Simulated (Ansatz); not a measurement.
## RhAg: changing the functional

The cell as given:

```cif
data_structure
_symmetry_space_group_name_H-M 'P-6m2'
_symmetry_Int_Tables_number 187
_cell_length_a 2.7776
_cell_length_b 2.7776
_cell_length_c 4.8086
_cell_angle_alpha 90.000
_cell_angle_beta 90.000
_cell_angle_gamma 120.000
_cell_volume 32.13
loop_
_atom_site_label
_atom_site_type_symbol
_atom_site_symmetry_multiplicity
_atom_site_Wyckoff_symbol
_atom_site_fract_x
_atom_site_fract_y
_atom_site_fract_z
_atom_site_occupancy
Ag1 Ag 1 b 0.00000 0.00000 0.50000 1
Rh1 Rh 1 e 0.66667 0.33333 0.00000 1
```

The cell comes from a database or a generator and needn't be the stable form of this composition.

Kept alike: task relaxation of cell and atoms; k mesh 11 × 11 × 6; occupations fermi-dirac, width 0.05 eV; no spin polarisation. Program: Ansatz, Ansatz PAW. Cutoffs run from 420 to 500 eV. The mesh is that of the run's cell of 2 atoms. No spin-orbit coupling.

| run | volume (Å³/atom) | first edge of the run's cell (Å) | third edge of the run's cell (Å) |
| --- | --- | --- | --- |
| A | 15.392 | 2.743 | 4.723 |
| B | 15.015 | 2.725 | 4.670 |
| C | 16.856 | 2.820 | 4.895 |
| D | 16.136 | 2.787 | 4.798 |
| E | 14.593 | 2.699 | 4.625 |
| F | 15.807 | 2.769 | 4.762 |
| G | 16.271 | 2.794 | 4.814 |

The relaxations keep at least the cell's symmetry (P-6m2). For a metal such a mesh leaves the last digits unconverged. Relaxations stop with a little pressure left, so the last digits of a volume or edge aren't settled. All rows use potentials made for PBE.

**Question.** The runs differ in the functional (and the cutoff that goes with it) alone: BLYP; LDA; PBE; PBEsol; RPBE; r2SCAN; revPBE. Which run is which?

**Answer.** Run A is r2SCAN; run B is PBEsol; run C is BLYP; run D is revPBE; run E is LDA; run F is PBE; run G is RPBE. The volume runs from 14.593 (LDA) to 16.856 Å³/atom (BLYP). From PBE: BLYP +1.049; LDA -1.214; PBEsol -0.792; RPBE +0.464; r2SCAN -0.415; revPBE +0.329. The first edge of the run's cell runs from 2.699 (LDA) to 2.820 Å (BLYP). From PBE: BLYP +0.051; LDA -0.070; PBEsol -0.044; RPBE +0.025; r2SCAN -0.026; revPBE +0.018. The third edge of the run's cell runs from 4.625 (LDA) to 4.895 Å (BLYP). From PBE: BLYP +0.133; LDA -0.137; PBEsol -0.092; RPBE +0.052; r2SCAN -0.039; revPBE +0.036.

Both cell edges follow the same order as the volume, so the functional mainly rescales the metallic bonding as a whole. LDA overbinds and gives the smallest cell. Gradient-corrected exchange favours inhomogeneous density, which loosens the lattice. PBEsol limits this effect by restoring the gradient expansion for slowly varying densities, whereas revPBE and RPBE strengthen the exchange enhancement and expand the cell beyond PBE. These two are close neighbours because their exchange differs mainly at large density gradients, which matter little in a close-packed metal.

BLYP lies furthest out and stretches the third edge proportionally more than the first. Its correlation part does not recover the uniform electron gas, a poor starting point for delocalised s and d electrons, and this probably weakens the cohesion between the Rh and Ag layers most. r2SCAN falls between PBEsol and PBE, in keeping with its use of the kinetic-energy density to recognise metallic bonding. Without a measured volume for this ordered phase, the sequence does not show which functional is most accurate here.
